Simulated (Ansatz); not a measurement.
# Li: pressure against volume scale

Free energy against uniform scaling of the volume at fixed shape and fractions; periodic cell, basis, potentials, k mesh and filling as listed. The results are calculated, by Ansatz 0.2.0.

The cell before it is scaled or strained (space group Im-3m, No. 229):
```
cell vectors (Å)
  -1.7546     1.7546     1.7546
   1.7546    -1.7546     1.7546
   1.7546     1.7546    -1.7546
atoms (fractions of the cell vectors)
Li  0.00000  0.00000  0.00000
```

Settings of every row: functional PBE; dispersion none; potentials PAW; wave cutoff 500 eV; density cutoff 2000 eV; k mesh 13x13x13; k shift 0x0x0; occupations fermi dirac; smearing width 0.15 eV; spin none.

Limits: coarse k mesh, up to 40 meV an atom off.

```
row  volume scale  V (Å³/atom)  pressure (GPa)  energy above lowest point (meV/atom)
  1          0.88       19.014               1                                   3.4
  2          0.92       19.878               ?                                     ?
  3          0.96       20.743           -0.29                                     0
  4             1       21.607           -0.78                                     3
  5          1.04       22.471           -1.18                                   8.3
  6          1.08       23.336           -1.52                                  15.6
  7          1.12         24.2           -1.81                                  24.6
```

Question: what pressure should row 2 give?

Worked fit of pressure. Take u = (V_r/V)^(2/3) − 1 with V_r = 22.039 Å³ an atom, which is twice the finite (Eulerian) strain; such expansions in the strain, on which the Birch-Murnaghan equation of state is built, carry the rest volume and the bulk modulus. The shown rows have u = 0.10343, 0.04123, 0.01328, -0.01286, -0.0374, -0.06045. Least squares give pressure = −0.99 + 15.607 × u + 34.99 × u² GPa; a straight line predicts inner rows, each left out in turn, worse (root mean square 0.1 against 0.006 GPa). All shown rows lie on it to the printed digit. The pressure vanishes at u = 0.0563, or V = 20.3 Å³ an atom, and there the bulk modulus at fixed shape and fractions is B = −V dP/dV = (2/3)(1 + u) dP/du = 13.8 GPa. The withheld row has u = 0.07122, so the fit gives −0.99 + 15.607 × (0.07122) + 34.99 × (0.07122)² = 0.30 GPa.

The calculation gave 0.29 GPa. The fit lies 0.01 GPa (3.4 % of the value, 0.36 % of the column's range) above it, one unit of the last digit.

The other values of row 2: energy above lowest point 0 meV/atom.
